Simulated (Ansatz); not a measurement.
## A ladder of methods for SiH2F2 (SMILES F[SiH2]F)

SiH2F2 has 5 atoms, charge 0, and is taken as a singlet. As SMILES, `F[SiH2]F`. The shape is that of a PBE0-D4/def2-TZVP optimisation.

```xyz
5

F    -1.0790    0.5382    0.9807
Si   -0.0052   -0.0005   -0.0541
F     1.2476   -0.5206    0.7669
H    -0.5905   -1.1387   -0.7863
H     0.4271    1.1217   -0.9073
```

Quantity: the energy change with the F1–Si2 bond stretched from 1.586 to 3.171 Å, in eV. The values are calculated.

```json
{"level": "HF/STO-3G (restricted)", "kind": "Hartree–Fock", "program": "Ansatz", "value (eV)": "9.36", "less FCI/STO-3G": "+5.21"}
{"level": "r2SCAN/STO-3G (restricted)", "kind": "meta-GGA", "program": "Ansatz", "value (eV)": "6.24", "less FCI/STO-3G": "+2.09"}
{"level": "B3LYP/STO-3G (restricted)", "kind": "global hybrid", "program": "Ansatz", "value (eV)": "6.56", "less FCI/STO-3G": "+2.41"}
{"level": "wB97X/STO-3G (restricted)", "kind": "range-separated hybrid", "program": "Ansatz", "value (eV)": "7.37", "less FCI/STO-3G": "+3.22"}
{"level": "B2PLYP/STO-3G (restricted)", "kind": "double hybrid", "program": "Ansatz", "value (eV)": "6.09", "less FCI/STO-3G": "+1.94"}
{"level": "MP2/STO-3G (restricted)", "kind": "perturbation theory", "program": "Ansatz", "value (eV)": "5.87", "less FCI/STO-3G": "+1.72"}
{"level": "CCSD(T)/STO-3G (restricted)", "kind": "coupled cluster or CI", "program": "Ansatz", "value (eV)": "4.06", "less FCI/STO-3G": "-0.09"}
{"level": "CCSDT/STO-3G (restricted)", "kind": "coupled cluster or CI", "program": "Ansatz", "value (eV)": "4.16", "less FCI/STO-3G": "+0.01"}
{"level": "FCI/STO-3G", "kind": "exact in the basis", "program": "Ansatz", "value (eV)": "4.15", "less FCI/STO-3G": "0.00"}
```

FCI/STO-3G is exact within its basis and frozen core, so for wave-function methods in that basis the difference is their error; functionals converge differently with the basis, so for them it is only a difference. A spin-restricted reference rises too steeply as a bond breaks; here HF/STO-3G, r2SCAN/STO-3G, B3LYP/STO-3G, wB97X/STO-3G, B2PLYP/STO-3G, MP2/STO-3G lie well above the multireference or unrestricted value. The first shape isn't each level's own minimum. The values span 4.06 to 9.36 eV. All rows use very small basis sets, so none should be taken for the real molecule's value.

Stretching the Si–F bond brings its σ and σ* orbitals close in energy, so the singlet needs both the σ² and σ*² configurations to describe two electrons separating onto different fragments. A single closed-shell determinant keeps too much ionic character, which explains the Hartree–Fock excess of 5.21 eV. MP2 removes much of it but still lies 1.72 eV too high. CCSDT comes within 0.01 eV of FCI, as expected when one electron pair dominates the strong correlation, while the perturbative triples of CCSD(T) slightly overshoot.

Among the functionals without perturbative correlation, the rise from r2SCAN through B3LYP to wB97X probably reflects a growing share of exact exchange; B2PLYP falls below all three, suggesting that its MP2-like term offsets this.

Even the FCI value of 4.15 eV looks low for one of the strongest single bonds, probably because the minimal basis lacks polarisation functions on silicon and flexibility for negatively charged fluorine. The good CCSD(T) result at this separation doesn't guarantee similar accuracy further out.
